\section*{LMTO-ASA Hamiltonian and overlap matrices}

\subsection*{Statement}

Let $\phi$ be the normalised partial waves at a fixed energy $E_\nu$, $\dot\phi$ their energy derivatives, $\dot\phi^\alpha=\dot\phi+\phi\,o^\alpha$ and $p=\langle\dot\phi|\dot\phi\rangle$. The linear muffin-tin orbitals (Andersen, 1975) in the screened representation $\alpha$ (Andersen and Jepsen, 1984) are
\begin{equation}
\chi^\alpha=\phi+\dot\phi^\alpha h^\alpha,\qquad
h^\alpha=C^\alpha-E_\nu+\sqrt{\Delta^\alpha}\,S^\alpha\sqrt{\Delta^\alpha}.
\label{basis}
\end{equation}
In the atomic-sphere approximation (ASA), with $h=h^\alpha$ and $o=o^\alpha$,
\begin{equation}
O=(1+ho)(1+oh)+hph,\qquad H-E_\nu O=h(1+oh).
\label{HO}
\end{equation}
Dropping $hph$ leaves an ordinary eigenvalue problem for the second-order Hamiltonian
\begin{equation}
H^{(2)}=E_\nu+h(1+oh)^{-1}=E_\nu+h-hoh+\dots
=C^\gamma+\sqrt{\Delta^\gamma}\,S^\gamma\sqrt{\Delta^\gamma},
\label{H2}
\end{equation}
where $\gamma$ is the representation with $o^\gamma=0$ and in general $\Delta^\gamma\neq\Delta^\alpha$. Relative to the energy-dependent KKR-ASA equation with the same channels, the eigenvalues of $E_\nu+h^\alpha$, of $H^{(2)}$ and of the pair $(H,O)$ err at second, third and fourth order in $E-E_\nu$.

\subsection*{Premises and conventions}

(i) The Hamiltonian is $\hat H=-(\hbar^2/2m)\nabla^2+v$, non-relativistic, with $v$ spherical in each sphere. (ii) The spheres, of radii $s_R$, have the total volume of the crystal, and an integral over space is replaced by the sum of integrals over spheres, with $\hat H$ acting to the right inside each. (iii) The envelope functions solve Laplace's equation. (iv) Only channels $RL=Rlm$ with $l\le l_{\max}$ are kept, with real spherical harmonics. (v) One $E_\nu$ serves all channels.

The symbols $\phi,\dot\phi,\chi,K,J$ are row vectors of functions labelled $RL$; $\phi$ and $\dot\phi$ vanish outside their own sphere. The matrices $o,p,q,C,\Delta,\alpha,\gamma,P$ are real and diagonal, while $S$ and $h$ are full. A dot is $\partial/\partial E$, a prime $\partial/\partial r$, and $\epsilon=E-E_\nu$. For radial functions the Wronskian and Green's identity in a sphere of radius $s$ are
\begin{equation}
W\{f,g\}=\frac{\hbar^2}{2m}s^2\,(fg'-f'g)_{r=s},\qquad
\langle f|\hat Hg\rangle-\langle\hat Hf|g\rangle=-W\{f,g\}.
\label{green}
\end{equation}

\subsection*{Step 1: partial waves}

The regular solution obeys $(\hat H-E)\phi(E)=0$ and $\langle\phi(E)|\phi(E)\rangle=1$. Differentiating both at $E_\nu$ gives
\begin{equation}
(\hat H-E_\nu)\phi=0,\quad(\hat H-E_\nu)\dot\phi=\phi,\quad
\langle\phi|\dot\phi\rangle=0,\quad\langle\phi|\ddot\phi\rangle=-p .
\label{pw}
\end{equation}
Equation (\ref{green}) with $f=\phi$, $g=\dot\phi$ yields $W\{\phi,\dot\phi\}=-1$, so $\phi$ and $\dot\phi$ can match any value and slope at $s$. For $\dot\phi^\alpha=\dot\phi+\phi o$ it follows that
\begin{equation}
(\hat H-E_\nu)\dot\phi^\alpha=\phi,\quad\langle\phi|\dot\phi^\alpha\rangle=o,\quad
\langle\dot\phi^\alpha|\dot\phi^\alpha\rangle=o^2+p,\quad W\{\phi,\dot\phi^\alpha\}=-1 .
\label{ints}
\end{equation}

\subsection*{Step 2: envelopes and screening}

With a common length $w$, take the radial Laplace solutions $K_l=(r/w)^{-l-1}$ and $J_l=(r/w)^l/[2(2l+1)]$. Their Wronskian is $W\{K,J\}=\hbar^2w/4m\equiv\lambda$ for every $l$ and $s$. The multipole field $K_lY_L$ centred at $R$ is regular at all other sites, so its one-centre expansions read $K^\infty=K-JS^0$, with $S^0$ zero on site. Green's identity for two such fields outside small spheres around the sites gives $\lambda(S^0-S^{0\dagger})=0$, so $S^0$ is Hermitian. For $s$ waves $w/d=-J_0S^0$ at distance $d$, hence $S^0_{ss}=-2w/d$.

Define $J^\alpha=J-K\alpha$ and demand $K^\infty M=K-J^\alpha S^\alpha$. The coefficients of $K$ give $M=1+\alpha S^\alpha$, those of $J$ give $S^0M=S^\alpha$. Therefore
\begin{equation}
S^\alpha=S^0(1-\alpha S^0)^{-1},\qquad (S^\alpha)^{-1}=(S^0)^{-1}-\alpha ,
\end{equation}
$S^\alpha$ is Hermitian, $W\{K,J^\alpha\}=\lambda$, and every $\alpha$ spans the same set of envelopes.

\subsection*{Step 3: augmentation}

In every sphere and channel replace $J^\alpha$ and $K$ by the combinations of $\phi$ and $\dot\phi$ with equal value and slope at $s$. Choose $o^\alpha$ so that $\dot\phi^\alpha$ alone matches $J^\alpha$, that is $W\{J^\alpha,\dot\phi^\alpha\}=0$. Write $J^\alpha\to\dot\phi^\alpha A$ and $K\to\phi\,u+\dot\phi^\alpha y$. Wronskians with $\phi$ give $A=W\{J^\alpha,\phi\}$ and $y=W\{K,\phi\}$, and $W\{K,J^\alpha\}=uA\,W\{\phi,\dot\phi^\alpha\}$ gives $u=-\lambda/A$. The augmented envelope is $\phi u+\dot\phi^\alpha(y-AS^\alpha)$. Multiplying from the right by $u^{-1}=-A/\lambda$ produces (\ref{basis}) with
\begin{equation}
\sqrt{\Delta^\alpha}=\frac{W\{J^\alpha,\phi\}}{\sqrt\lambda},\quad
C^\alpha-E_\nu=-\frac{yA}{\lambda},\quad
o^\alpha=-\frac{W\{J^\alpha,\dot\phi\}}{W\{J^\alpha,\phi\}} .
\label{par}
\end{equation}
The root carries the sign of $A$, and $h^\alpha$ is Hermitian because $S^\alpha$ is.

These parameters follow from the potential function $P^\alpha(E)=W\{K,\phi(E)\}/W\{J^\alpha,\phi(E)\}$. The identity $W\{a,c\}W\{b,d\}-W\{a,d\}W\{b,c\}=W\{a,b\}W\{c,d\}$, with $a,b,c,d=K,J^\alpha,\dot\phi,\phi$, gives $\dot P^\alpha=\lambda/A^2$ at every energy. Hence, at $E_\nu$,
\begin{equation}
\Delta^\alpha=1/\dot P^\alpha,\qquad C^\alpha-E_\nu=-P^\alpha/\dot P^\alpha,\qquad
o^\alpha=\ddot P^\alpha/2\dot P^\alpha .
\label{parP}
\end{equation}

\subsection*{Step 4: the matrices}

Different channels are orthogonal by premise (ii) and by the angular integrals. With (\ref{ints}) and $h^\dagger=h$,
\begin{equation}
O=\langle\phi+\dot\phi^\alpha h|\phi+\dot\phi^\alpha h\rangle
=1+oh+ho+h(o^2+p)h,
\end{equation}
which is the first of (\ref{HO}). Since $(\hat H-E_\nu)\chi^\alpha=\phi h$,
\begin{equation}
H-E_\nu O=\langle\phi+\dot\phi^\alpha h|\phi\rangle h=h+hoh,
\end{equation}
which is the second. The result is Hermitian although $\hat H$ acted only to the right: by (\ref{green}) the surface terms add up to $h-h^\dagger=0$. If $E_\nu$ is a diagonal matrix, the same integrals give $H=h(1+oh)+(1+ho)E_\nu(1+oh)+hE_\nu ph$.

\subsection*{Step 5: the nearly orthonormal representation}

Regroup $\chi^\alpha=\phi(1+oh)+\dot\phi h$. The value $\gamma=W\{J,\dot\phi\}/W\{K,\dot\phi\}$ makes $o^\gamma=0$ in (\ref{par}), so $\chi^\gamma=\phi+\dot\phi h^\gamma$. All representations span one space, so $\chi^\gamma=\chi^\alpha M'$. The $\phi$ components give $M'=(1+oh)^{-1}$ and the $\dot\phi$ components give
\begin{equation}
h^\gamma=h(1+oh)^{-1}=h-hoh+hohoh-\dots
\end{equation}
The series converges when the spectral radius of $oh$ is below one; the closed form needs only an invertible $1+oh$. Equation (\ref{HO}) with $o=0$ turns the secular problem into
\begin{equation}
\left[h^\gamma-\epsilon\,(1+h^\gamma p\,h^\gamma)\right]b=0,
\label{full}
\end{equation}
with the same eigenvalues for every $\alpha$. Omitting $p$ gives (\ref{H2}). Inserting $J^\alpha=J^\gamma+K(\gamma-\alpha)$ and $W\{K,\dot\phi\}=\lambda/A^\gamma$ in (\ref{par}) relates the parameters:
\begin{equation}
\frac{\sqrt{\Delta^\alpha}}{\sqrt{\Delta^\gamma}}=\frac{C^\alpha-E_\nu}{C^\gamma-E_\nu}
=1+(\alpha-\gamma)\frac{C^\gamma-E_\nu}{\Delta^\gamma},\qquad
o^\alpha=\frac{\alpha-\gamma}{\sqrt{\Delta^\alpha}\sqrt{\Delta^\gamma}} .
\label{rel}
\end{equation}

\subsection*{Step 6: order of the error}

The reference is the unlinearised problem: a combination of envelopes must match, in value and slope on every sphere, the partial waves at the energy $E$ itself. At $r=s$ let $\phi(E)$ have the value and slope of $\phi\,a_1+\dot\phi\,a_2$. Equation (\ref{green}) with $g=\phi(E)$ and $f=\phi$ or $\dot\phi$ gives
\begin{equation}
a_2=\epsilon\langle\phi|\phi(E)\rangle,\qquad
a_1=\langle\phi|\phi(E)\rangle-\epsilon\langle\dot\phi|\phi(E)\rangle .
\end{equation}
Taylor expansion with (\ref{pw}) gives $\langle\phi|\phi(E)\rangle=1-p\epsilon^2/2+\dots$ and $\langle\dot\phi|\phi(E)\rangle=p\epsilon+q\epsilon^2+\dots$ with $q=\tfrac12\langle\dot\phi|\ddot\phi\rangle$, so
\begin{equation}
g(\epsilon)\equiv a_2/a_1=\epsilon+p\epsilon^3+q\epsilon^4+O(\epsilon^5).
\label{g}
\end{equation}
Matching $\phi(E)n$ to $(\phi+\dot\phi h^\gamma)b$ requires $a_1n=b$ and $a_2n=h^\gamma b$, that is $[h^\gamma-g(\epsilon)]b=0$. The definition of $P^\gamma$ gives $P^\gamma(E)=P^\gamma(E_\nu)+g/\Delta^\gamma$, so $g-h^\gamma=\sqrt{\Delta^\gamma}[P^\gamma(E)-S^\gamma]\sqrt{\Delta^\gamma}$, and the condition is the KKR-ASA equation $\det[P(E)-S]=0$.

Let $\eta$ be a small non-degenerate eigenvalue of $h^\gamma$ with unit vector $b_0$, let the other eigenvalues $\eta_j$ stay finite as $\eta\to0$, and write $p_{ij}=b_i^\dagger pb_j$. Eliminate the components $j\ne0$ by partitioning. In the KKR-ASA equation the couplings are $O(\epsilon^3)$ and contribute $O(\epsilon^6)$, so $\eta=\epsilon+p_{00}\epsilon^3+q_{00}\epsilon^4+\dots$ In (\ref{full}) the diagonal element is $\eta-\epsilon-\epsilon\eta^2p_{00}$, the couplings are $-\epsilon\eta\,p_{0j}\eta_j$, and the eliminated block tends to $\mathrm{diag}(\eta_j)$. Then $\eta-\epsilon-\epsilon\eta^2p_{00}=\epsilon^2\eta^2\sum_{j\neq0}|p_{0j}|^2\eta_j+\dots$ Iterating both from $\epsilon=\eta$,
\begin{align}
\epsilon_{\rm KKR}&=\eta-p_{00}\eta^3-q_{00}\eta^4+O(\eta^5),\\
\epsilon_{\rm full}&=\eta-p_{00}\eta^3-\eta^4\,b_0^\dagger p\,h^\gamma p\,b_0+O(\eta^5).
\end{align}
Thus $H^{(2)}$, with $\epsilon=\eta$, errs by $p_{00}\eta^3$, and the full problem by
\begin{equation}
\epsilon_{\rm full}-\epsilon_{\rm KKR}=\eta^4\,b_0^\dagger\,(q-p\,h^\gamma p)\,b_0+O(\eta^5).
\label{err}
\end{equation}
For $E_\nu+h^\alpha$, write $h^\alpha=h^\gamma(1-oh^\gamma)^{-1}$; if $h^\alpha b=\xi b$ then $h^\gamma(1+o\xi)b=\xi b$, and projection on $b_0$ gives $\xi=\eta+o_{00}\eta^2+O(\eta^3)$, a second-order error.

\subsection*{Range of validity}

The expansion parameter is $\sqrt p\,|\epsilon|$. For one channel (\ref{full}) gives $\epsilon=\eta/(1+p\eta^2)$, which never leaves $|\epsilon|\le1/(2\sqrt p)$, so states far from $E_\nu$ are folded back and are spurious. One $E_\nu$ describes one principal quantum number per $l$; semicore states need a second energy panel. Near a degeneracy of $h^\gamma$ the orders remain, but the coefficients require degenerate perturbation theory. The orders refer to linearisation only. The overlap of the spheres, the zero-energy tails, the spherical potential and the cut at $l_{\max}$ cause errors that do not vanish at $E_\nu$; the ASA is meant for close-packed structures or for open ones filled with empty spheres.

\subsection*{Illustration: single $s$ band of bcc Li}

The model has one atom per cell, $l_{\max}=0$, and a flat potential $v=0$ in the sphere as the crudest pseudopotential for the valence electron. The input is a typical room-temperature lattice constant $a=3.51$~\AA. Then $s=w=(3/8\pi)^{1/3}a=1.7282$~\AA{} and the energy unit is $\varepsilon_s=\hbar^2/2ms^2=1.2756$~eV.

With $e=x^2=E/\varepsilon_s$ the partial wave is $\phi\propto\sin(xr/s)/r$, and $s\phi'/\phi=x\cot x-1$ gives
\begin{equation}
P^\alpha=\frac{\tau}{1+(\tfrac12-\alpha)\tau},\qquad\tau=-2x\cot x,\qquad
2e\frac{d\tau}{de}=\tau+\frac{\tau^2}{2}+2e .
\end{equation}
Choose $x_\nu=\pi/2$, so $E_\nu=3.1475$~eV and $\tau=0$ there. Repeated differentiation of the last equation, with $c=\pi^{-2}$ and $\delta=e-\pi^2/4$, gives
\begin{equation}
\tau=\delta+c\,\delta^2+\left(\tfrac c3-2c^2\right)\delta^3+\left(5c^3-\tfrac{c^2}{3}\right)\delta^4+\dots
\end{equation}
By (\ref{parP}), $C^\alpha=E_\nu$ and $\Delta^\alpha=\varepsilon_s$ for all $\alpha$, a special feature of this $E_\nu$ consistent with (\ref{rel}). The $\delta^2$ term of $P^\alpha$ vanishes for $\gamma=\tfrac12-c=0.39868$. Expanding $g/\varepsilon_s=\tau/(1+c\tau)$ and comparing with (\ref{g}),
\begin{align}
p&=\left(\tfrac c3-3c^2\right)\varepsilon_s^{-2}=1.829\times10^{-3}\ \mathrm{eV}^{-2},\\
q&=\left(10c^3-c^2\right)\varepsilon_s^{-3}=6.53\times10^{-5}\ \mathrm{eV}^{-3},
\end{align}
so $p^{-1/2}=23.4$~eV. For the screening take $\alpha=0.2143$, a typical short-range value for $s$-only sets; then $o^\alpha=(\alpha-\gamma)/\varepsilon_s=-0.1445$~eV$^{-1}$.

The Bloch sum is $S^0(\mathbf k)=-2w\sum_{\mathbf R\neq0}e^{i\mathbf k\cdot\mathbf R}/R$. As $k\to0$ it diverges as $-6/(kw)^2$, so $S^\alpha(\Gamma)=-1/\alpha$. At $\mathbf k_1=(\pi/a)(1,0,0)$, halfway from $\Gamma$ to H, $\cos\mathbf k_1\!\cdot\!\mathbf R$ vanishes on the body centres and equals $(-1)^{n_1}$ on the corners $a\mathbf n$. An Ewald split with parameter $\sqrt\pi/a$ and $Q=(2m_1+1)^2+4m_2^2+4m_3^2$ gives
\begin{equation}
\sum_{\mathbf n\ne0}\frac{(-1)^{n_1}}{n}
=\sum_{\mathbf n\ne0}(-1)^{n_1}\frac{\mathrm{erfc}(\sqrt\pi n)}{n}
+\frac4\pi\sum_{\mathbf m}\frac{e^{-\pi Q/4}}{Q}-2 .
\end{equation}
The two sums are $0.02320$ and $1.20241$, the total is $-0.774386$, and $S^0(\mathbf k_1)=0.76257$. The KKR-ASA equation $P^0=S^0$ reads $x\cot x=S^0/(S^0-2)$, with roots $x=0$ at $\Gamma$ and $x=1.8865$ at $\mathbf k_1$. With $h=\varepsilon_sS^\alpha$ and $\eta=\varepsilon_sS^\gamma$, the model gives, in eV except for $oh$:

\begin{center}
\begin{tabular}{lrr}
\hline
 & $\Gamma$ & $\mathbf k_1$\\
\hline
$\eta$ & $-3.1996$ & $1.3977$\\
$oh$ & $0.860$ & $-0.168$\\
$E_\nu+h$ & $-2.8050$ & $4.3102$\\
$E_\nu+h-hoh$ & $2.3164$ & $4.5057$\\
$H^{(2)}=E_\nu+\eta$ & $-0.0522$ & $4.5451$\\
full, $E_\nu+\eta/(1+p\eta^2)$ & $0.0067$ & $4.5402$\\
KKR-ASA & $0$ & $4.5399$\\
\hline
\end{tabular}
\end{center}

The four decimals serve only to display the linearisation error. At $\Gamma$, $oh=\gamma/\alpha-1$ is close to one, and the series cut after $hoh$ is useless while its sum is good. $H^{(2)}$ errs by $-52.2$ and $5.22$~meV, against leading terms $p\eta^3=-59.9$ and $4.99$~meV. The full problem errs by $6.65$ and $0.24$~meV, against $q\eta^4=6.85$ and $0.25$~meV from (\ref{err}), whose term $p\,h^\gamma p$ is of higher order for one channel. The positive sign is required here: $\phi+\dot\phi\eta$ obeys the same boundary condition as the nodeless KKR-ASA solution, so its Rayleigh quotient is an upper bound.

The approximations outside the linearisation are far larger. For a flat potential the exact energy at $\mathbf k_1$ is $\hbar^2k_1^2/2m=3.05$~eV, so the $s$-only ASA lies $1.49$~eV too high. The plane wave has there an $s$ weight in the sphere of only $(3/z^2)[\tfrac12-\sin(2z)/4z]=0.62$, with $z=k_1s$; the rest is in the omitted $l\ge1$ channels. As typical knowledge, the occupied band of Li is narrower than the free-electron band, with a band mass of about $1.3\,m$, which would put this state near $2.3$~eV above the band bottom. The model's $4.54$~eV is therefore roughly twice too high. It is the model's number, and what it shows is a linearisation error of a few meV or less within about $3$~eV of $E_\nu$.